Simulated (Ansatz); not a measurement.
## A series in volume scale on Sb

Periodic Kohn-Sham DFT of a crystal at fixed atoms, scaled to volume_scale times the given cell; pressure positive in compression, energy less spherical unpolarised free atoms, largest_vzz the field gradient of largest size among the nuclei. The results are calculated, by Ansatz 0.2.0.

The cell before it is scaled or strained (space group R-3m, No. 166):
```
cell vectors (Å)
   2.1506     1.2416     3.7440
  -2.1506     1.2416     3.7440
   0.0000    -2.4833     3.7440
atoms (fractions of the cell vectors)
Sb  0.23364  0.23364  0.23364
Sb  0.76636  0.76636  0.76636
```

Settings of every row: method all-electron LAPW; functional LDA; relativity scalar; k mesh 12x12x12; filling fermi-dirac; smearing width 0.03 eV; basis error target 0.5 meV/atom; nucleus gaussian.

Atom start moment: 0 on all atoms.

Limits: no spin-orbit coupling on heavy atoms.

| row | volume scale | V (Å³/atom) | pressure (GPa) | energy less free atoms (eV/atom) |
| --- | --- | --- | --- | --- |
| 1 | 0.94 | 28.193 | 3.249 | -4.7956 |
| 2 | 0.96 | 28.793 | 1.739 | -4.8049 |
| 3 | 0.98 | 29.392 | 0.39 | -4.8088 |
| 4 | 0.99 | 29.692 | -0.23 | -4.8089 |
| 5 | 1 | 29.993 | -0.817 | -4.8079 |
| 6 | 1.01 | 30.292 | -1.372 | -4.8059 |
| 7 | 1.02 | 30.592 | ? | ? |
| 8 | 1.04 | 31.192 | -2.863 | -4.7939 |
| 9 | 1.06 | 31.792 | -3.726 | -4.7815 |

Question: what pressure and energy less free atoms should row 7 give?

Worked fit of pressure. Take u = (V_r/V)^(2/3) − 1 with V_r = 29.843 Å³ an atom, which is twice the finite (Eulerian) strain; such expansions in the strain, on which the Birch-Murnaghan equation of state is built, carry the rest volume and the bulk modulus. The shown rows have u = 0.03865, 0.02417, 0.0102, 0.00339, -0.00334, -0.00991, -0.02904, -0.0413. Least squares give pressure = −0.5291 + 87.544 × u + 254.96 × u² + 235 × u³ GPa; a parabola predicts inner rows, each left out in turn, worse (root mean square 0.0037 against 0.0013 GPa). The rows lie off it by 0.000, 0.000, -0.001, -0.001, 0.002, 0.000, -0.001, 0.000. The pressure vanishes at u = 0.0059, or V = 29.58 Å³ an atom, and there the bulk modulus at fixed shape and fractions is B = −V dP/dV = (2/3)(1 + u) dP/du = 60.8 GPa. Letting shape and atoms relax would as a rule lower it, by much in layered, chain or molecular crystals. The withheld row has u = -0.01639, so the fit gives −0.5291 + 87.544 × (-0.01639) + 254.96 × (-0.01639)² + 235 × (-0.01639)³ = -1.896 GPa.

The calculation gave -1.897 GPa. The fit lies 0.001 GPa (0.014 % of the column's range) above it, one unit of the last digit.

Worked fit of energy less free atoms. Take u = (V_r/V)^(2/3) − 1 with V_r = 29.843 Å³ an atom, which is twice the finite (Eulerian) strain; such expansions in the strain, on which the Birch-Murnaghan equation of state is built, carry the rest volume and the bulk modulus. The shown rows have u = 0.03865, 0.02417, 0.0102, 0.00339, -0.00334, -0.00991, -0.02904, -0.0413. Least squares give energy less free atoms = −4.80857 − 0.1446 × u + 12.386 × u² eV/atom; a straight line predicts inner rows, each left out in turn, worse (root mean square 0.0065 against 5.7e-05 eV/atom). The rows lie off it by 0.0001, -0.0001, 0.0000, 0.0000, 0.0000, 0.0000, 0.0000, 0.0000. Its lowest point lies at u = 0.0058, or V = 29.58 Å³ an atom, and the curvature there gives the bulk modulus at fixed shape and fractions, B = (4/9)(1 + u)² E″(u)/V = 60.3 GPa. Letting shape and atoms relax would as a rule lower it, by much in layered, chain or molecular crystals. The withheld row has u = -0.01639, so the fit gives −4.80857 − 0.1446 × (-0.01639) + 12.386 × (-0.01639)² = -4.8029 eV/atom.

The calculation gave -4.8028 eV/atom. The fit lies 0.0001 eV/atom (0.36 % of the column's range) below it, one unit of the last digit.
